**Exchange splitting of the 3s level in the +8 ions from K to Kr**

The quantity is $\Delta=\varepsilon(3s\downarrow)-\varepsilon(3s\uparrow)$, the difference between the orbital energies of the two spin components of the 3s shell. It comes from spin-polarised scalar-relativistic Hartree-Fock, in which up and down electrons have separate radial functions and each open shell is averaged over its orbital occupations at fixed numbers of up and down electrons. Up is the majority spin, so a positive $\Delta$ means that 3s-up is the more strongly bound. Below, $n$ is the number of unpaired electrons ($a-b$ for a shell written $(nl)a{+}b$) and $\bar r$ the average of the two 3s mean radii. The charge is fixed, so each step adds one proton and one electron; the series is not isoelectronic.

Ions of charge +8 from K to Kr, computed with B-spline radial atomic code 1: all-electron, spin-polarised Hartree-Fock with the scalar (spin-free one-electron) X2C Hamiltonian, for a spherical atom with average of configuration, a Fermi nucleus and the basis-set limit. Orbital energies are eigenvalues; (nl)a+b means a spin-up and b spin-down electrons in the shell.

```csv
species,Z,electrons,configuration,nuclear rms radius (fm),energy (3s up) (hartree),energy (3s down) (hartree),mean radius (3s up) (bohr),mean radius (3s down) (bohr),ε(3s down) − ε(3s up) (hartree)
K8+,19,11,[Ne] (3s)1+0,3.435,-6.4438,n/a,1.0650,n/a,n/a
Ca8+,20,12,[Ne] 3s2,3.478,-6.8516,-6.8516,1.0066,1.0066,0.0000
Sc8+,21,13,[Ne] 3s2 (3p)1+0,3.546,-7.4825,-7.2705,0.94943,0.95397,0.2120
Ti8+,22,14,[Ne] 3s2 (3p)2+0,3.592,-8.1386,-7.6918,0.89831,0.90674,0.4468
V8+,23,15,[Ne] 3s2 (3p)3+0,3.600,-8.8199,-8.1156,0.85236,0.86412,0.7043
Cr8+,24,16,[Ne] 3s2 (3p)3+1,3.645,-9.2878,-8.7953,0.81386,0.82116,0.4926
Mn8+,25,17,[Ne] 3s2 (3p)3+2,3.706,-9.7584,-9.5006,0.77882,0.78222,0.2578
Fe8+,26,18,[Ne] 3s2 3p6,3.738,-10.232,-10.232,0.74676,0.74676,0.0000
Co8+,27,19,[Ar] (3d)1+0,3.788,-10.820,-10.705,0.71630,0.71791,0.1153
Ni8+,28,20,[Ar] (3d)2+0,3.776,-11.423,-11.184,0.68818,0.69119,0.2389
Cu8+,29,21,[Ar] (3d)3+0,3.882,-12.040,-11.669,0.66214,0.66638,0.3710
Zn8+,30,22,[Ar] (3d)4+0,3.928,-12.671,-12.160,0.63796,0.64327,0.5114
Ga8+,31,23,[Ar] (3d)5+0,3.997,-13.318,-12.658,0.61544,0.62167,0.6602
Ge8+,32,24,[Ar] (3d)5+1,4.074,-13.862,-13.317,0.59521,0.59992,0.5454
As8+,33,25,[Ar] (3d)5+2,4.097,-14.414,-13.992,0.57626,0.57960,0.4220
Se8+,34,26,[Ar] (3d)5+3,4.140,-14.972,-14.682,0.55846,0.56056,0.2900
Br8+,35,27,[Ar] (3d)5+4,4.163,-15.539,-15.390,0.54169,0.54269,0.1493
Kr8+,36,28,[Ar] 3d10,4.188,-16.114,-16.114,0.52587,0.52587,0.0000
```

**What the column does**

$\Delta$ forms two tents. It is zero at Ca8+, Fe8+ and Kr8+, where every shell is closed, and peaks at the half-filled shells: 0.7043 hartree (19.2 eV) at V8+ and 0.6602 hartree (18.0 eV) at Ga8+. K8+ has one unpaired electron, but it is the 3s electron itself, so there is no occupied 3s-down level and $\Delta$ is undefined, not zero. The tents lean: Ti8+ and Cr8+ both have $n=2$, yet Cr8+ has the larger gap. And five 3d spins split 3s less than three 3p spins.

The separate energies show which level moves. While 3p-up fills, 3s-up drops by 0.63 to 0.68 hartree per step and 3s-down by 0.42. While 3p-down fills, the roles swap: 3s-down drops by 0.68 to 0.73 and 3s-up by 0.47. The step from K8+ to Ca8+, where the new electron has the opposite spin, lowers 3s-up by 0.41. A proton plus an electron of opposite spin thus gives a smaller drop, and the level that shares the spin of the new electron gets an extra one.

**The exchange count**

The Fock operators of the two spins contain the same kinetic, nuclear and Coulomb terms, the last built from the total density. They differ only in exchange, which couples an electron to occupied orbitals of its own spin and is attractive. At zeroth order in the difference between up and down orbitals, that is with the same radial functions for both spins, the closed shells cancel, and $\Delta$ is the exchange of 3s with the surplus of up electrons. Once the orbitals differ, the closed shells contribute a correction that is linear in the difference; it is taken up with the radii below.

For one 3s electron and one $3lm$ electron the overlap density $3s\cdot 3lm$ has the angular shape of $Y_{lm}$ alone, so only the multipole $k=l$ of $1/r_{12}$ contributes. The angular integral gives $1/(2l+1)$ for every $m$, and the radial part is the Slater integral

$$G^l=\iint P_{3s}(r_1)P_{3l}(r_1)\,\frac{r_<^{\,l}}{r_>^{\,l+1}}\,P_{3s}(r_2)P_{3l}(r_2)\,dr_1\,dr_2 ,$$

with $P$ the radial functions and $r_<$, $r_>$ the smaller and larger of $r_1$, $r_2$. Hence

$$\Delta\approx n\,\frac{G^l}{2l+1}.$$

Because the angular factor does not depend on $m$, the averaging over occupations costs nothing at this order. Ni8+, Cu8+, As8+ and Se8+ are averages over F and P terms and are not single levels, but a spherical 3s orbital does not distinguish those terms except through small changes of the radial functions. These four rows lie on the same smooth curve as their neighbours.

If the orbitals keep their shape and merely shrink, $G^l$ scales as an inverse length, so

$$\Delta = n\,\frac{c_l}{\bar r},$$

with one constant per open shell. Averaging $\Delta\bar r/n$ over the five 3p rows gives $c_p=0.2015$ and over the nine 3d rows $c_d=0.0817$ hartree·bohr; the row-by-row residuals are in the printed output after this text. The model reproduces the tabulated gaps within 0.13 % for 3p and 1.14 % for 3d. Exchange is built into Hartree-Fock, so this agreement is no test of exchange as a physical cause. It shows something narrower: that counting spins and rescaling one length is enough.

The lean of the tents follows. From Ti8+ to Cr8+ the gap grows by $0.4926/0.4468=1.10$, and $\bar r$ shrinks by $0.9025/0.8175=1.10$. The radius shrinks because the added electron enters the same principal shell and screens the added proton only in part.

**One row worked through**

The constant can be had without fitting. A hydrogenic 3s orbital in nuclear charge $\zeta$ has $\langle r\rangle=13.5/\zeta$ bohr and $G^1\propto\zeta$, so the product is a pure number; numerical integration with a common $\zeta$ for 3s and 3p gives $c_p=0.1904$. For Ti8+, $n=2$ and $\bar r=(0.89831+0.90674)/2=0.9025$ bohr, so

$$\Delta\approx\frac{2\times0.1904}{0.9025}=0.422\ \text{hartree},$$

against 0.4468 in the table, between 5 and 6 % low. The fitted constant gives $2\times0.2015/0.9025=0.4465$, but Ti8+ is one of the rows that fixed it.

The same recipe fails for 3d, where $c_d$ comes out 25 % below the fitted value. The reason can be read from the orbitals. With a common charge the hydrogenic 3d radius is $10.5/13.5=0.78$ of the 3s radius, whereas the calculation has them nearly equal: 0.693 against 0.688 bohr for the up orbitals of Ni8+, 0.586 against 0.576 for As8+. The 3s orbital penetrates the neon core and feels a larger charge than the nodeless 3d, which removes the hydrogenic size advantage of 3d. Giving each hydrogenic function the computed radius brings the gap to 7 % below the table for Ni8+ and 5 % below for As8+, and leaves Ti8+ at 5 % below. The spin polarisation of closed shells discussed further down is small beside this, so most of the remaining shortfall is probably the crude orbital shape.

**Why Ga8+ stays below V8+**

At half filling $n=2l+1$, the count cancels the angular factor, and $\Delta\approx G^l$. The five spins of Ga8+ therefore bring no advantage over the three of V8+: a half-filled shell of any $l$ counts once. What remains is radial. The products $\Delta\bar r$ are 0.604 hartree·bohr at V8+ and 0.408 at Ga8+, a ratio of 0.676, while Ga8+ is smaller by the factor 1.387. Together, $0.676\times1.387=0.94$, the ratio of the peaks. Contraction almost makes up for the weaker integral, and the near equality of the two peaks is an accident of where they fall in the row.

That $G^2(3s,3d)$ is smaller than $G^1(3s,3p)$ at equal size is argued from two features. The kernel $r_<^l/r_>^{l+1}$ falls off faster away from $r_1=r_2$ for larger $l$, and this is the larger effect. And 3d has no radial node, so the product $P_{3s}P_{3d}$ changes sign at the outer 3s node and cancels itself to a small degree, whereas the outer lobe of 3p closely follows that of 3s. Hydrogenic functions give the right size: with equal 3s and 3d radii the constant is 0.0764, and $(5\times0.0764)/(3\times0.1904)=0.67$. Per spin, angular and radial factors combine to $0.600\times0.676=0.406$. The observed fall of $\Delta/n$ from 0.258 at Mn8+ to 0.115 hartree at Co8+ is a ratio of 0.447, a little larger because Co8+ is the smaller ion.

The inner shells fit the same overlap picture. Ti8+ and Ni8+ both have $n=2$. The 1s levels split by 0.075 hartree in Ti8+, whose 3p has an inner lobe near the nucleus, and by 0.001 in Ni8+, whose 3d is held away by the centrifugal barrier (a split so small that polarisation of the closed shells matters as much as the direct 3d exchange, so only its smallness is informative). The 2s levels split by 0.059 and 0.119 hartree, the opposite order from 3s, probably because 3p is orthogonal to 2p, which resembles the outer lobe of 2s, while the nodeless 3d has no such cancellation there.

**The radii**

In every open-shell row with both 3s spins, 3s-up is the more compact, by 1.37 % of $\bar r$ at V8+ and 1.01 % at Ga8+, in tents of the same form. The extra attraction felt by up electrons is concentrated where the open shell lies, and it draws the up orbitals towards it. For 3s this pulls the tail in; for 2s, which lies inside, it pulls outwards, and 2s-up is indeed slightly larger than 2s-down in Ti8+, Ni8+ and As8+. The rule has an exception: in Ti8+ 2p, which shares its $l$ with the open shell, has the up orbital slightly the smaller (0.2868 against 0.2871 bohr). This is core polarisation. It means that closed shells do not cancel exactly in $\Delta$: the more compact 3s-up has the larger self-exchange, which adds about one per cent (the two hydrogenic self-energies differ by 2 % of the gap, and to first order half of that enters $\Delta$). The fitted $c_l$ are thus effective constants, not bare Slater integrals.

**Kinks in the average level**

The mean of the two 3s energies falls at every step from Ca8+ on, and the steps grow by 0.010 to 0.015 hartree per row, with three exceptions. The large one is after Fe8+: the step shrinks from 0.602 to 0.530 hartree, a kink of 0.087 relative to the running trend. Each added electron lowers one of the two levels by $c_l/\bar r$, and so the mean by half of it. Changing from 3p to 3d should weaken the step by $(c_p-c_d)/(2\bar r)$, which is 0.083 hartree at Co8+. With energies printed to 0.001 hartree the kink is uncertain by about 0.002, so exchange accounts for nearly all of it. The inference is that a 3d electron screens 3s about as well as a 3p electron does in these ions, which fits the similar radii (the up orbitals of 3s, 3p and 3d all lie within 0.69 to 0.70 bohr in Ni8+). A picture in which 3d lies outside 3s and does not screen it fails here.

Two smaller kinks follow the half-filled shells: the step deepens by an extra 0.007 hartree after V8+ and 0.018 after Ga8+. A likely cause is that minority-spin electrons have fewer exchange partners in their own shell, are more diffuse and screen less. As8+ shows the sign, with 3d-down at 0.593 and 3d-up at 0.586 bohr, but one row does not establish it. Weaker screening would also let 3s shrink faster. The steps of $1/\bar r$ do grow by about 2 % after Ga8+, and this accounts for most of the slightly faster climb of $\Delta/n$ after half filling (0.0043 against 0.0042 hartree per step in the 3d block).

The nuclear radius dips at Ni8+ (3.776 after 3.788 fm) because mass number 58 follows 59. Both spins see the same nucleus, and the steps of $\Delta/n$ around Ni8+, 0.00415 and 0.00422 hartree, agree within the rounding of the gaps.

**What $\Delta$ is not**

By Koopmans' theorem the eigenvalues are frozen-orbital removal energies, but their difference is not the splitting of the 3s-hole states. Let the open shell have spin $S=n/2$. Removing 3s-down leaves all unpaired spins parallel, a pure state of spin $S+\tfrac12$. Removing 3s-up leaves a determinant that has weight $1/(2S+1)$ in that state and $2S/(2S+1)$ in the state $S-\tfrac12$. Its energy lies above the high-spin state by $2S/(2S+1)$ of the true separation, which is therefore $(n+1)\,G^l/(2l+1)$, the Van Vleck result. For $n=1$ this is twice $\Delta$. Relaxation of the hole state, spin-orbit coupling in the open shell and correlation are all absent, and correlation within the $n=3$ shell is known to reduce 3s splittings of 3d ions strongly. The table gives the Hartree-Fock exchange scale, not a spectrum.

**Where the length scaling slips**

For 3p the free exponent of $\Delta/n$ against $\bar r$ is $-0.99$ and $\Delta\bar r/n$ drifts by only $-0.27$ % across the block. For 3d the exponent is $-0.92$ to $-0.93$ and the product falls steadily by 2.1 % from Co8+ to Br8+, far beyond the 0.01 to 0.04 % that rounding allows. A plain proportionality $\Delta/n\propto Z$ fits the 3d rows better (worst error 0.15 % of the tabulated gap) and the 3p rows worse (1.10 %). It has no derivation when electrons are added along with protons, and over so short a range $Z$ and $1/\bar r$ run nearly parallel, so its success may be chance. Within these rows either form reproduces $\Delta$ to about 1 %. For the inverse-radius form, count the unpaired spins, multiply by $c_l$ for the open shell, and divide by the 3s radius.

The cause of the 3d drift is open. The obvious suspect, 3d shrinking more slowly than 3s (radius ratio 1.007 at Ni8+, 1.016 at As8+), gets no support from hydrogenic functions, in which the constant moves from 0.0764 to 0.0767 between ratios 1.00 and 1.02, too little and of the wrong sign. That test holds the shape fixed, however, and the computed 3d does not keep its shape. From Ni8+ to As8+ the ratio $\langle r^2\rangle/\langle r\rangle^2$ of 3d-up grows from 1.187 to 1.202, against 1.141 to 1.145 for 3s-up, and the 3d maximum moves inward from 0.895 to 0.885 of the 3s maximum. A broader 3d peaking further inside the outer 3s lobe should lower $G^2\bar r$, which is the right sign. A second guess with the right sign is that the polarisation share fades as the ion stiffens. The relative 3s radius split for one unpaired electron falls from 0.22 % at Co8+ to 0.18 % at Br8+. That is a loss of about a fifth, and a fifth of the one per cent estimated above for 3s polarisation is only a few tenths of a per cent, too little by itself. The closed 3p shell of the 3d ions is polarised too and exchanges strongly with 3s, but its share was not estimated. The radii also lack the picture-change correction of X2C, an omission that grows with $Z$. The changing shape of 3d, which a single 3s radius cannot track, is the likeliest carrier of most of the 2 %, though two rows of orbital data do not size it.

Output of the analysis:

```
energies hartree, r = mean of up/down <r> bohr; err = model/table-1; d = step from previous row
ion sh n gap gap/n d(gap/n) gap*r/n err1/r% errZ% floor% d_up d_down d_mean dd_mean (rd-ru)/r%
K8+  s 1 nan nan nan nan +nan +nan nan nan nan nan +nan nan
Ca8+ - 0 0.0000 nan nan nan +nan +nan nan -0.408 nan nan +nan 0.00
Sc8+ p 1 0.2120 0.2120 nan 0.2018 -0.13 +1.10 0.02 -0.631 -0.419 -0.525 +nan 0.48
Ti8+ p 2 0.4468 0.2234 0.01140 0.2016 -0.07 +0.51 0.01 -0.656 -0.421 -0.539 -0.014 0.93
V8+  p 3 0.7043 0.2348 0.01137 0.2015 +0.00 -0.01 0.01 -0.681 -0.424 -0.553 -0.014 1.37
Cr8+ p 2 0.4926 0.2463 0.01153 0.2014 +0.07 -0.55 0.01 -0.468 -0.680 -0.574 -0.021 0.89
Mn8+ p 1 0.2578 0.2578 0.01150 0.2012 +0.13 -1.02 0.02 -0.471 -0.705 -0.588 -0.014 0.44
Fe8+ - 0 0.0000 nan nan nan +nan +nan nan -0.474 -0.731 -0.602 -0.015 0.00
Co8+ d 1 0.1153 0.1153 nan 0.0827 -1.14 -0.15 0.04 -0.588 -0.473 -0.530 +0.072 0.22
Ni8+ d 2 0.2389 0.1195 0.00415 0.0824 -0.78 -0.05 0.02 -0.603 -0.479 -0.541 -0.011 0.44
Cu8+ d 3 0.3710 0.1237 0.00422 0.0821 -0.50 -0.01 0.01 -0.617 -0.485 -0.551 -0.010 0.64
Zn8+ d 4 0.5114 0.1278 0.00418 0.0819 -0.20 +0.05 0.01 -0.631 -0.491 -0.561 -0.010 0.83
Ga8+ d 5 0.6602 0.1320 0.00419 0.0817 +0.08 +0.11 0.01 -0.647 -0.498 -0.572 -0.011 1.01
Ge8+ d 4 0.5454 0.1363 0.00431 0.0815 +0.32 +0.07 0.01 -0.544 -0.659 -0.602 -0.029 0.79
As8+ d 3 0.4220 0.1407 0.00432 0.0813 +0.54 +0.03 0.01 -0.552 -0.675 -0.613 -0.012 0.58
Se8+ d 2 0.2900 0.1450 0.00433 0.0811 +0.75 -0.02 0.02 -0.558 -0.690 -0.624 -0.011 0.38
Br8+ d 1 0.1493 0.1493 0.00430 0.0809 +0.97 -0.04 0.03 -0.567 -0.708 -0.638 -0.014 0.18
Kr8+ - 0 0.0000 nan nan nan +nan +nan nan -0.575 -0.724 -0.649 -0.012 0.00
max |gap-(e_down-e_up)| 0.0004; floors: steps ~0.001 and dd ~0.002 where |e|>10
3p: c=0.2015 Ha*bohr (drift -0.27%), worst 1/r 0.13%; cz=0.01021 Ha, worst Z 1.10%
3p: exponent vs r -0.986, vs Z 1.122; gap/n rises 21.6%, r falls 18.0%
3d: c=0.0817 Ha*bohr (drift -2.10%), worst 1/r 1.14%; cz=0.00426 Ha, worst Z 0.15%
3d: exponent vs r -0.925, vs Z 0.996; gap/n rises 29.5%, r falls 24.4%
c_d/c_p 0.406 = angular 0.600 x remainder 0.676; gap/n Co/Mn 0.447
peaks: V 19.2 eV, Ga 18.0 eV; Ga/V 0.937 = gap*r ratio 0.676 x rV/rGa 1.387
gap*r at peaks (Ha*bohr): V 0.604, Ga 0.408
hydrogenic common charge: c_p 0.1904 (-5%), c_d 0.0615 (-25%), ratio 0.323
radius-matched hydrogenic Ti8+: r_l/r_3s(up) 1.021, gap 0.4254 vs 0.4468 Ha (-5%)
radius-matched hydrogenic Ni8+: r_l/r_3s(up) 1.007, gap 0.2223 vs 0.2389 Ha (-7%)
radius-matched hydrogenic As8+: r_l/r_3s(up) 1.016, gap 0.4002 vs 0.4220 Ha (-5%)
hydrogenic c_d at r_d/r_s 1.00, 1.02: 0.0764 0.0767 (sign of shape effect only)
3s self-exchange up minus down, % of gap (order only): V8+ 2 Ga8+ 2
kink of mean level at Fe->Co 0.087 Ha; exchange (c_p-c_d)/(2 r_Co) 0.083 Ha
kinks after half filling (Ha): V8+ -0.007 Ga8+ -0.018
nuclear radius step Co->Ni -0.012 fm, Ni->Cu +0.106 fm; d(gap/n) 0.00415, 0.00422 Ha
```
